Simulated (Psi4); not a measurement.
**C2H8Ge (ethylgermane): the dipole moment, rung by rung**

The species is C2H8Ge (11 atoms), meant as a singlet with charge 0. As SMILES, `C[CH2][GeH3]`. Geometry: optimised at PBE0/def2-TZVP.

```xyz
11

C    -0.7809    1.1925   -0.3292
C    -0.4424   -0.2842   -0.4711
Ge    1.0183   -0.8561    0.7048
H     0.0775    1.8259   -0.5672
H    -1.5960    1.4830   -0.9977
H    -1.0923    1.4371    0.6897
H    -0.1512   -0.5201   -1.4982
H    -1.3122   -0.9068   -0.2442
H     0.6396   -0.6068    2.1777
H     2.2948   -0.0514    0.3915
H     1.3217   -2.3546    0.5199
```

Each level gives the dipole moment (D). The values are calculated.

| level | kind | program | value (D) | CPU time |
| --- | --- | --- | --- | --- |
| PBE-D4/def2-TZVPP (density fitting) | GGA | Psi4 | 0.88 | 70 s |
| r2SCAN-D4/def2-TZVPP (density fitting) | meta-GGA | Psi4 | 0.88 | 2.6 min |
| B3LYP-D4/def2-TZVPP (density fitting) | global hybrid | Psi4 | 0.86 | 63 s |
| PBE0-D4/def2-TZVPP (density fitting) | global hybrid | Psi4 | 0.85 | 60 s |
| wB97M-V/def2-TZVPP (density fitting) | range-separated hybrid | Psi4 | 0.82 | 3.1 min |

All-electron rows without a relativistic Hamiltonian named are non-relativistic. The values span 0.82 to 0.88 D. Magnitudes only. Times are those of the runs behind each value, whatever else they computed, on shared processors of several kinds: orders of magnitude only.

Ethylgermane has a modest dipole moment, and the functionals agree closely on its size. The moment reflects an uneven charge distribution around germanium, which is more electropositive than carbon and also forms slightly hydridic bonds to hydrogen. The Ge–C bond moment and the resultant of the three Ge–H bond moments point in largely opposing directions, so the molecular dipole is a partly cancelled sum rather than a direct measure of Ge–C polarity. Polarisation of the ethyl group also contributes.

The GGA and meta-GGA both give 0.88 D, the global hybrids slightly less, and the range-separated hybrid the least, 0.82 D. This ordering suggests that exact exchange slightly alters the balance between the opposing bond contributions, though the functionals differ in other respects too. The differences are too small to imply a qualitatively different picture of the bonding. Nor does the close agreement establish absolute accuracy, since all rows share a basis without added diffuse functions, and any resulting error in the outer density would be largely common to them.
